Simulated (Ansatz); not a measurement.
# MnHg: pressure and energy above lowest point against volume scale

Free energy against uniform scaling of the volume at fixed shape and fractions; periodic cell, basis, potentials, k mesh and filling as listed. The results are calculated, by Ansatz 0.2.0.

The cell before it is scaled or strained (space group P4/mmm, No. 123):
```
CELL_PARAMETERS angstrom
3.29890 0.00000 0.00000
0.00000 3.29890 0.00000
0.00000 0.00000 3.32400
ATOMIC_POSITIONS crystal
Mn 0.50000 0.50000 0.50000
Hg 0.00000 0.00000 0.00000
```

Settings of every row: functional PBE; dispersion none; potentials PAW; wave cutoff 510 eV; density cutoff 2040 eV; k mesh 9x9x9; k shift 0x0x0; occupations fermi dirac; smearing width 0.1 eV; spin collinear.

Limits: coarse k mesh, up to 40 meV an atom off; no spin-orbit coupling, which can matter with elements this heavy; with one magnetic atom in the cell only parallel moments are possible.

```csv
row,volume scale,V (Å³/atom),pressure (GPa),energy above lowest point (meV/atom)
1,0.9406,17.013,6.38,22.3
2,0.9703,17.55,3.24,6.3
3,1,18.087,0.64,0
4,1.0297,18.624,?,?
5,1.0594,19.161,-2.95,8.7
```

Question: what pressure and energy above lowest point should row 4 give?

Worked fit of pressure. Take u = (V_r/V)^(2/3) − 1 with V_r = 17.819 Å³ an atom, which is twice the finite (Eulerian) strain; such expansions in the strain, on which the Birch-Murnaghan equation of state is built, carry the rest volume and the bulk modulus. The shown rows have u = 0.03134, 0.01019, -0.0099, -0.04725. Least squares give pressure = 1.865 + 127.42 × u + 538.7 × u² GPa; a straight line predicts inner rows, each left out in turn, worse (root mean square 0.53 against 0.042 GPa). The rows lie off it by -0.01, 0.02, -0.02, 0.00. The pressure vanishes at u = -0.0157, or V = 18.25 Å³ an atom, and there the bulk modulus at fixed shape and fractions is B = −V dP/dV = (2/3)(1 + u) dP/du = 72.5 GPa. Letting shape and atoms relax would as a rule lower it, by much in layered, chain or molecular crystals. The withheld row has u = -0.02903, so the fit gives 1.865 + 127.42 × (-0.02903) + 538.7 × (-0.02903)² = -1.38 GPa.

The calculation gave -1.36 GPa. The fit lies 0.02 GPa (1.5 % of the value, 0.21 % of the column's range) below it; its largest miss of a shown row is 0.02 GPa.

Worked fit of energy above lowest point. Take u = (V_r/V)^(2/3) − 1 with V_r = 17.819 Å³ an atom, which is twice the finite (Eulerian) strain; such expansions in the strain, on which the Birch-Murnaghan equation of state is built, carry the rest volume and the bulk modulus. The shown rows have u = 0.03134, 0.01019, -0.0099, -0.04725. Least squares give energy above lowest point = 2.12 + 329.8 × u + 9941 × u² meV/atom; a straight line predicts inner rows, each left out in turn, worse (root mean square 9.6 against 0.43 meV/atom). The rows lie off it by 0.1, -0.2, 0.2, 0.0. The withheld row has u = -0.02903, so the fit gives 2.12 + 329.8 × (-0.02903) + 9941 × (-0.02903)² = 0.9 meV/atom.

The calculation gave 1.3 meV/atom. The fit lies 0.4 meV/atom (31 % of the value, 1.8 % of the column's range) below it; its largest miss of a shown row is 0.2 meV/atom.
